Q: I have computed shifts for a small flexible molecule, a methoxysilyl group and a phosphinosilyl group joined through a short chain with a cis double bond. In one conformer the phosphorus comes out at −5.3 ppm, in another at 4.6 ppm. Which of the two would a spectrum show?

A: Neither, because the molecule doesn't stay in one shape long enough. Ten ppm for phosphorus corresponds to a frequency difference of a kilohertz or two on a common spectrometer, so two separate lines would need conformers that live for about a millisecond or longer. Rotation about single bonds is usually over in well under a microsecond. The nucleus therefore gives one line, at the mean of the conformers' shifts, each counted with its share of the molecules.

NMR shifts of cis-CH3OSiH2CH2CH=CHSiH2PH2 from PySCF 2.14.0 and tblite 0.8.0: GIAO, WP04/cc-pVDZ, on GFN2-xTB geometries, no solvent. The average over the four conformers uses Boltzmann weights at 298.15 K from BHandHLYP-D3(BJ)/cc-pVDZ energies with GFN2-xTB free-energy terms. Atoms are numbered along the chain from the methyl carbon, H by its carrier.

| atom | nucleus | count | reference | shift in conformer 1 (ppm) | shift in conformer 2 (ppm) | shift in conformer 3 (ppm) | shift in conformer 4 (ppm) | averaged shift (ppm) |
| --- | --- | --- | --- | --- | --- | --- | --- | --- |
| 1 | 13C | 1 | TMS | 51.30 | 50.80 | 51.30 | 51.30 | 51.20 |
| 3 | 29Si | 1 | TMS | -22.10 | -25.60 | -27.30 | -26.20 | -23.80 |
| 4 | 13C | 1 | TMS | 27.30 | 25.50 | 25.60 | 27.70 | 26.60 |
| 5 | 13C | 1 | TMS | 143.20 | 142.00 | 141.60 | 142.60 | 142.70 |
| 6 | 13C | 1 | TMS | 114.10 | 118.00 | 115.20 | 116.20 | 115.60 |
| 7 | 29Si | 1 | TMS | -49.20 | -49.10 | -49.70 | -52.20 | -49.30 |
| 8 | 31P | 1 | PH3 | -5.30 | 4.60 | -2.10 | -7.30 | -2.00 |
| 1 | 1H | 3 | TMS | 3.57 | 3.59 | 3.55 | 3.56 | 3.57 |
| 3 | 1H | 2 | TMS | 4.04 | 4.12 | 3.98 | 4.03 | 4.07 |
| 4 | 1H | 2 | TMS | 2.15 | 1.70 | 2.08 | 2.18 | 2.00 |
| 5 | 1H | 1 | TMS | 6.45 | 6.51 | 6.48 | 6.44 | 6.47 |
| 6 | 1H | 1 | TMS | 5.33 | 5.62 | 5.36 | 5.46 | 5.43 |
| 7 | 1H | 2 | TMS | 4.07 | 4.07 | 4.06 | 3.98 | 4.07 |
| 8 | 1H | 2 | TMS | 0.50 | 0.62 | 0.79 | 0.60 | 0.56 |

Q: How much can such a change of shape matter for the different nuclei?

A: Keep three sizes in mind for the step from conformer 1 to conformer 2: up to a few tenths of a ppm for protons, a few ppm for carbon and silicon, and about ten for phosphorus. These are the largest steps, and many signals hardly move. The order is reasonable, since the heavier nuclei have p electrons whose response to the magnetic field depends strongly on bonding and geometry. A proton has almost none of that, and its whole shift range is much narrower.

Q: Then I need the average over all four conformers. Can I do that in my head?

A: You can if you write it as a correction to the main conformer. Let $\delta_i$ be the shift in conformer $i$ and $w_i$ its share of the molecules. Because the shares add up to one,

$$\bar\delta=\sum_i w_i\delta_i=\delta_1+w_2(\delta_2-\delta_1)+w_3(\delta_3-\delta_1)+w_4(\delta_4-\delta_1).$$

Here the shares are 56, 33, 6 and 5 %. The last two terms carry small factors, so drop them and round the second share to one third:

$$\bar\delta\approx\delta_1+\tfrac13(\delta_2-\delta_1).$$

In words, start at conformer 1 and go a third of the way to conformer 2.

Q: For the phosphorus, atom 8, the difference is $4.6-(-5.3)=9.9$ ppm. A third of that is 3.3, so I get $-5.3+3.3=-2.0$ ppm.

A: The full average in the table is also −2.0 ppm, relative to PH₃. Don't take the perfect match as typical, though. Conformer 3 would add 0.2 ppm and conformer 4 would take away 0.1, so the two terms you dropped partly cancel. Rounding the second share up to one third happens to make up for most of what is left.

Q: Is there a signal where they don't cancel?

A: Take silicon atom 3, the one that carries the methoxy group. Its shift goes from −22.1 to −25.6 ppm, and a third of that step brings you to −23.3. The full average is −23.8, so you stop half a ppm short. This is the largest miss in the table.

Q: What is different about this atom?

A: Both minor conformers lie on the same side of conformer 1, by 5.2 and 4.1 ppm. Multiply these by their shares, 6 and 5 %, and you recover the half ppm that the rule lost. That gives you an error estimate before you start: the share you leave out times its typical distance from conformer 1. The rule is safe when that product is small, or when the neglected conformers pull in opposite directions.

Q: Could I have foreseen that from the shapes? I would have put conformers 3 and 4 together with conformer 1.

A: That grouping looks natural. In conformers 1, 3 and 4 the O–Si–C–C chain is stretched out, while in conformer 2 it is bent into a gauche turn. Yet at this silicon the two minor conformers resemble the gauche one more than their stretched relative. One torsion angle is thus not enough to predict a shift, and the rule needs the shifts of the two main conformers as its input.

Q: And why does phosphorus respond so strongly to a turn at the other end of the molecule?

A: It may not be that turn at all. Apart from a mirror reflection, which leaves shifts unchanged, the torsions listed for the phosphorus end are similar in conformers 1 and 2. But they place only one of the two hydrogens on phosphorus. The other hydrogen and the lone pair could have swapped sides, and such a change close by may well matter. The gauche turn could also bring the oxygen end closer to phosphorus. These numbers can't tell the two explanations apart.

Q: How well does the rule do over the whole table?

A: For carbon, silicon and phosphorus its typical (rms) miss is 0.2 ppm relative to the computed average, against 1.5 ppm if you simply quote conformer 1. For protons it stays within 0.02 ppm. Nothing was fitted to any row, your two examples included; the one third comes from the computed populations. The output below compares the rule, row by row, with conformer 1 alone, and also gives the typical miss when the two main shares are rescaled to add up to one, which does about equally well.

Q: Does this agreement prove that the conformers really exchange quickly?

A: No, because the averaged column was calculated as a weighted mean in the first place. The agreement shows only that two conformers are nearly enough to stand for four. Fast exchange rests on general knowledge of rotation about single bonds.

Q: Suppose I have a similar molecule with other populations. What replaces the one third?

A: The share of its own second conformer. If two conformers dominate and differ in free energy by $\Delta G$, then

$$w_2\approx\frac{1}{1+e^{\Delta G/RT}},$$

where $RT$ is about 0.6 kcal/mol at room temperature. Start from the limits. With no gap the line sits halfway between the two shifts, and with a gap of several $RT$ it sits at conformer 1. In between, a gap of 1 kcal/mol leaves the second conformer about one sixth.

Q: And in our molecule?

A: The populations correspond to a gap of about 0.3 kcal/mol, half of $RT$. The formula then gives the second conformer 37 % of the pair. The minor conformers take their part of the total, which brings it down to about one third.

Q: A gap of 0.3 kcal/mol looks too small to trust.

A: It is, and this limits the estimate more than the dropped conformers do for phosphorus. An error as large as the gap itself would be unremarkable for a hybrid functional in a small basis on tight-binding geometries. It would put the share of conformer 2 anywhere between 23 and 45 %. Your phosphorus estimate would then run from about −3.1 to −0.9 ppm.

Q: So every shift carries an uncertainty of about one ppm?

A: No, the uncertainty scales with the step between the conformers. Look at the limiting case of the protons on silicon atom 7: they have the same shift in conformers 1 and 2, so the ratio of these two populations has no influence on them. Phosphorus has the largest step and suffers most. Before you worry about the energies, look at the difference between the two columns.

Q: What about conformers that the calculation left out altogether?

A: The ones it kept cover about 86 % of the population found at the tight-binding level. If the remaining 14 % had a phosphorus shift 10 ppm away from the average, the line would move by 1.4 ppm. That is an illustration of the possible size, since the shifts of those shapes weren't computed. For a signal that barely changes from one conformer to the next, the same gap in the set is likely to matter much less.

Q: If I get all the populations right, can I compare the result with a measured spectrum?

A: For silicon and phosphorus, only with great caution. The computed silicon shifts are unscaled and can be off by tens of ppm, far more than any error of the averaging. For phosphorus, keep in mind that the functional WP04 was fitted to proton shifts. The phosphorus values here also count from PH₃, while measured ones usually count from phosphoric acid, so you have to convert the scale first. Suppose every conformer is wrong by the same amount: the weighted mean is then wrong by exactly that amount too. Averaging repairs the neglect of motion, but it can't repair the shielding calculation.

Numerical output:

```
One-third rule, all in ppm:
  row  step_1_to_2    rule  computed   rule_miss  conformer_1_miss  neglected_part
    1         -0.5   51.13      51.2    -0.06667               0.1               0
    3         -3.5  -23.27     -23.8      0.5333               1.7         -0.5449
    4         -1.8    26.7      26.6         0.1               0.7         -0.0859
    5         -1.2   142.8     142.7         0.1               0.5         -0.1326
    6          3.9   115.4     115.6        -0.2              -1.5          0.1806
    7          0.1  -49.17     -49.3      0.1333               0.1         -0.1905
    8          9.9      -2        -2  -4.441e-16              -3.3          0.0956
    1         0.02   3.577      3.57    0.006667                 0        -0.00179
    3         0.08   4.067      4.07   -0.003333             -0.03        -0.00431
    4        -0.45       2         2           0              0.15        -0.00282
    5         0.06    6.47      6.47           0             -0.02         0.00136
    6         0.29   5.427      5.43   -0.003333              -0.1         0.00878
    7            0    4.07      4.07           0                 0         -0.0054
    8         0.12    0.54      0.56       -0.02             -0.06         0.02357
rms miss of the rule, C Si P rows (ppm): 0.2289
rms miss of conformer 1 alone, C Si P rows (ppm): 1.549
rms miss with two rescaled weights, C Si P rows (ppm): 0.215
largest miss of the rule, H rows (ppm): 0.02
largest miss of conformer 1 alone, H rows (ppm): 0.15
weight of conformers 3 and 4 together (%): 11.6
P8, part from conformer 3 (ppm): 0.2016
P8, part from conformer 4 (ppm): -0.106
Si3, conformer 3 less conformer 1 (ppm): -5.2
Si3, conformer 4 less conformer 1 (ppm): -4.1
free-energy gap of conformers 1 and 2 from their weights (kcal/mol): 0.3195
weight of conformer 2 if it lies 0.3 kcal/mol higher (%): 22.57
weight of conformer 2 if it lies 0.3 kcal/mol lower (%): 44.52
P8 estimate with the lower weight (ppm): -3.065
P8 estimate with the higher weight (ppm): -0.8923
change of an average if the uncovered population differs by 10 ppm (ppm): 1.42
```
